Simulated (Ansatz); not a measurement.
## SbH2Cl (SMILES [Cl][SbH2]): methods side by side

The species is SbH2Cl (4 atoms), meant as a singlet with charge 0. As SMILES, `[Cl][SbH2]`. The coordinates come from a PBE0-D4/def2-TZVP relaxation.

Quantity: the vertical energy of the triplet above the singlet, in eV. The values are calculated.

| level | kind | program | value (eV) | less FCI/STO-3G |
| --- | --- | --- | --- | --- |
| HF/STO-3G | Hartree–Fock | Ansatz | 4.80 | -0.22 |
| BLYP/STO-3G | GGA | Ansatz | 4.49 | -0.53 |
| r2SCAN/STO-3G | meta-GGA | Ansatz | 4.51 | -0.51 |
| PBE0/STO-3G | global hybrid | Ansatz | 4.58 | -0.44 |
| CAM-B3LYP/STO-3G | range-separated hybrid | Ansatz | 4.72 | -0.30 |
| B2PLYP/STO-3G | double hybrid | Ansatz | 4.85 | -0.17 |
| MP2/STO-3G | perturbation theory | Ansatz | 5.03 | +0.01 |
| BCCD(T)/STO-3G | coupled cluster or CI | Ansatz | 5.03 | +0.01 |
| CCSDT(Q)/STO-3G | coupled cluster or CI | Ansatz | 5.02 | 0.00 |
| FCI/STO-3G | exact in the basis | Ansatz | 5.02 | 0.00 |

FCI/STO-3G is exact within its basis and frozen core, so for wave-function methods in that basis the difference is their error; functionals converge differently with the basis, so for them it is only a difference. All-electron rows without a relativistic Hamiltonian named are non-relativistic. Spin-orbit coupling, which can split open shells on such heavy atoms by tenths of an eV, is left out. The values span 4.49 to 5.03 eV. All rows use very small basis sets, so even the best lies far from the true value. In the correlated wave-function rows the outer d shell of Sb is correlated, in sets not made for it.

Every method places the triplet well above the singlet at this geometry, as expected for trivalent antimony with a lone pair and filled bonding orbitals. The excitation probably promotes an electron from an orbital with antimony or chlorine lone-pair character into an Sb–Cl or Sb–H antibonding orbital, which would weaken the bonds.

Hartree–Fock puts the gap too low, at 4.80 eV against 5.02 eV for FCI, because it omits the opposite-spin correlation that stabilises the singlet, with its additional electron pair, more than the triplet. MP2 already recovers this differential effect to within 0.01 eV, and the coupled-cluster rows barely change it, which suggests that neither state has strong multireference character. The close MP2 agreement may still owe something to errors that cancel between the two states.

Among the functionals, the gap widens from BLYP through the hybrids to B2PLYP, but exact exchange alone cannot explain the order, since Hartree–Fock falls below B2PLYP. The vertical gap does not establish the energy of a relaxed triplet, which could be considerably lower.
